## Two gaps, one dielectric constant

Let a ZnSe crystal expand by a fifth in volume, and its direct band gap at Γ, the centre of the Brillouin zone, shrinks by about a third. The electronic dielectric constant ε hardly notices: ε − 1 grows by little more than 5 %. This ε describes how the electrons screen an electric field while the atoms stand still. Its square root is roughly the refractive index where the crystal is transparent, here about 2.5.

Ansatz 0.2.0, r2SCAN with PAW potentials and a 500 eV plane-wave cutoff, for cubic ZnSe (F-43m, 2-atom cell) at several volumes. The k mesh is 6×6×6, with fixed occupations and no spin polarisation or spin–orbit coupling. The dielectric constant is the linear response to a homogeneous electric field with the atoms held fixed.

```csv
volume (Å³/atom),shortest distance (Å),electronic dielectric xx
20.104,2.355,?
20.739,2.379,?
21.387,2.404,6.353
22.049,2.428,6.375
22.723,2.453,6.406
23.412,2.477,6.448
24.114,2.502,6.502
24.831,2.527,6.567
25.561,2.551,6.645
```

The column "electronic dielectric xx" gives ε along a cube edge; in this cubic crystal the other directions are equivalent. The row at 22.723 Å³/atom is the unstrained crystal, and the others are compressed or expanded equally in all directions. In the known rows ε falls with each step of compression, but the steps shrink from 0.08 to 0.02. What happens in the two most compressed cells?

## Dilution against softening

Expansion does two things to the screening. It dilutes the electrons, so fewer of them respond in each unit of volume, and this lowers ε. It also lengthens the bonds. The orbitals of neighbouring atoms then overlap less, the bonding and antibonding states move closer in energy, and each electron is easier to polarise, which raises ε.

The product (ε − 1) × volume removes the dilution and leaves the response per atom. Between 21.387 and 25.561 Å³/atom the volume grows by 20 % and the response per atom by 26 %. Softening therefore wins, but only narrowly, and ε rises slowly.

## From the response to an average gap

The Penn relation puts this balance into one line:

ε − 1 = (ħω / E)²

Here ħω is the plasmon energy, whose square is proportional to the electron density, and E is an average gap between filled and empty states. The square of E appears because the number of electrons fixes the total strength of all transitions, and a transition of given strength contributes as one over its energy squared. The E obtained this way is ε rewritten, with four valence electrons counted per atom, and not a separately calculated gap.

E is about 6.7 eV in the unstrained crystal, far above the Γ gap of 1.9 eV, because most transitions lie well above the band edge. Over the known rows E falls by 11 % while the Γ gap falls by 35 %. If the Γ gap alone ruled the screening, ε − 1 would have doubled. The band edge is thus a poor guide to the dielectric constant.

The relation also says when ε must turn. The response per atom goes as 1/E², so ε rises on expansion only if E falls by more than half a per cent for each per cent of volume. The same test can be applied to a neighbouring semiconductor.

## Why a simple bond rule is not enough

A simple rule lets the bonding–antibonding splitting fall as one over the square of the bond length. The response per atom should then grow by 4/3 % per per cent of volume at every volume, and ε would keep falling steadily under compression. As an average over the known rows the rule is good, though this does not confirm it: the average gap of ZnSe also has an ionic part, which the rule ignores.

Step by step it is not. The growth is 1.48 % per per cent of volume in the most expanded step, but only 1.13 % in the most compressed known one. The balance is drifting towards 1 %, where dilution and softening cancel.

One possible reason for the drift, untested here, is that transitions near Γ gain weight as the crystal expands and their energy drops. Under compression they would lose weight to transitions elsewhere in the zone, whose energies react less to pressure.

## One forecast in full

A gap that falls linearly with volume already drifts this way, because the same fall in eV is a growing fraction of a shrinking E. To catch the small remaining curvature, E was fitted as a quadratic function of volume to the seven known rows. At 20.104 Å³/atom, a row outside the fit, the volume is 11.5 % below the unstrained one, and the fit gives E = 7.17 eV. The unstrained crystal has E = 6.701 eV and ε − 1 = 5.406. Scaling from there:

- higher density: 22.723 / 20.104 = 1.1303
- wider average gap: (6.701 / 7.17)² = 0.8735
- together: 5.406 × 1.1303 × 0.8735 = 5.337, so ε = 6.337

Two effects of about 13 % each almost cancel.

A straight line through the same values of E gives a slightly lower ε, and the distance between the two forecasts serves as the error bar. It covers the choice of extrapolation at unchanged settings, not the distance to a measurement.

- **20.739 Å³/atom:** 6.341 ± 0.005. This is still lower than at 21.387, but by only about 0.01, roughly half the neighbouring known step.
- **20.104 Å³/atom:** 6.337 ± 0.009. The change from 20.739 is less than 0.01. The model leans to a slight fall, but the sign is left open.

## The computed values

The withheld rows as computed:

```csv
volume (Å³/atom),shortest distance (Å),electronic dielectric xx
20.104,2.355,6.339
20.739,2.379,6.341
```

Both values lie inside their error bars. At 20.739 Å³/atom the forecast agrees to better than 0.001, and the step down from 21.387 is 0.012. At 20.104 the forecast is too low by 0.002: ε does fall slightly, by 0.0026 in the unrounded values against 0.0036 in the model.

The forecast worked because the drift in the balance went on smoothly. The hit tests that smoothness rather than the Penn relation: letting the steps of ε keep shrinking by about 0.01 each gives the same two values. In the last step of compression the response per atom changes by barely more than 1 % per per cent of volume, so dilution and softening are almost equal. The bond rule, which has no such drift, comes out too low by 0.15 at the smallest volume. The printed output below compares all three versions row by row.

## How much of the flattening to trust

Each ε carries a stated numerical error of about 0.02, about seven times the last step. The smoothness of the series speaks against random scatter of that size between rows, but an error that drifts slowly with volume would not show, and no denser k mesh is given to test for one. Such a drift is to be expected here. The gap found on the mesh is the Γ gap, so the mesh appears to contain Γ, and a coarse mesh of that kind tends to overweight the low-energy transitions there, the more so as the gap closes. That would steepen the rise on expansion and could supply a good part of the drift in the balance. The flattening exceeds the stated error, but its size needs a denser mesh before it is trusted. At face value the unrounded steps of 0.021, 0.012 and 0.003 put the minimum of ε about at the smallest volume; within these errors its position is not settled.

The volume at which the balance tips may also depend on the level of theory. The r2SCAN functional gives too small a gap for ZnSe, whose measured value is roughly 2.7 eV as recalled, and spin–orbit coupling, left out here, would narrow the calculated gap further. For optical use the safer reading is the broad one: in this calculation, uniform compression of ZnSe by a few per cent in length barely changes its electronic dielectric constant.

The analysis program printed:

```
fit of avg on 7 rows: constant 6.7 +/- 0.00012, coefficient of u -4.108 +/- 0.0022, coefficient of u2 -0.319 +/- 0.026; rms 0.000168, worst 24.114 0.000278, leave-one-out rms 0.000295
  rows outside the fit (model, value, miss): 20.104 7.17, 7.168, 0.00138; 20.739 7.057, 7.056, 0.000306
fit of avg on 7 rows: constant 6.7 +/- 0.00053, coefficient of u -4.129 +/- 0.0077; rms 0.00105, worst 21.387 0.00149, leave-one-out rms 0.00167
  rows outside the fit (model, value, miss): 20.104 7.175, 7.168, 0.00718; 20.739 7.06, 7.056, 0.00372
Dielectric constant and models:
     row  average gap eV  % response per % volume  step of eps  curved forecast  curved less computed  straight less computed  bond rule less computed
  20.104           7.168                      n/a          n/a            6.337             -0.002053                -0.01069                  -0.1492
  20.739           7.056                    1.012        0.002            6.341             -0.000463               -0.005626                 -0.09715
  21.387           6.941                    1.073        0.012            6.353            -7.332e-06               -0.002298                  -0.0551
  22.049           6.822                    1.135        0.022            6.375            -0.0002288              -0.0003108                 -0.02299
  22.723           6.701                    1.191        0.031            6.406             0.0003055                0.001679                        0
  23.412           6.576                    1.259        0.042            6.448             0.0003494                0.002329                   0.0121
  24.114           6.448                    1.334        0.054            6.502            -0.0004746                0.001131                  0.01213
  24.831           6.317                    1.401        0.065            6.567            -0.0001404              -4.616e-05                 0.001252
  25.561           6.183                     1.48        0.078            6.645             0.0001965               -0.002547                 -0.02271
Error bar of the forecast at 20.739: 0.005163
Error bar of the forecast at 20.104: 0.008633
Rise of volume from 21.387 to 25.561 in %: 19.52
Rise of response per atom over the same range in %: 26.04
Rise of the dielectric constant over the same range: 0.292
Fall of the average gap over the same range in %: 10.93
Fall of the Gamma gap over the same range in %: 35.14
Factor on eps-1 if the Gamma gap alone ruled: 1.989
Factor on eps-1 as computed: 1.055
Mean inverse power of distance in the average gap: 1.947
Fall of the Gamma gap in the first known step in %: 6.322
Fall of the Gamma gap in the last known step in %: 7.683
```
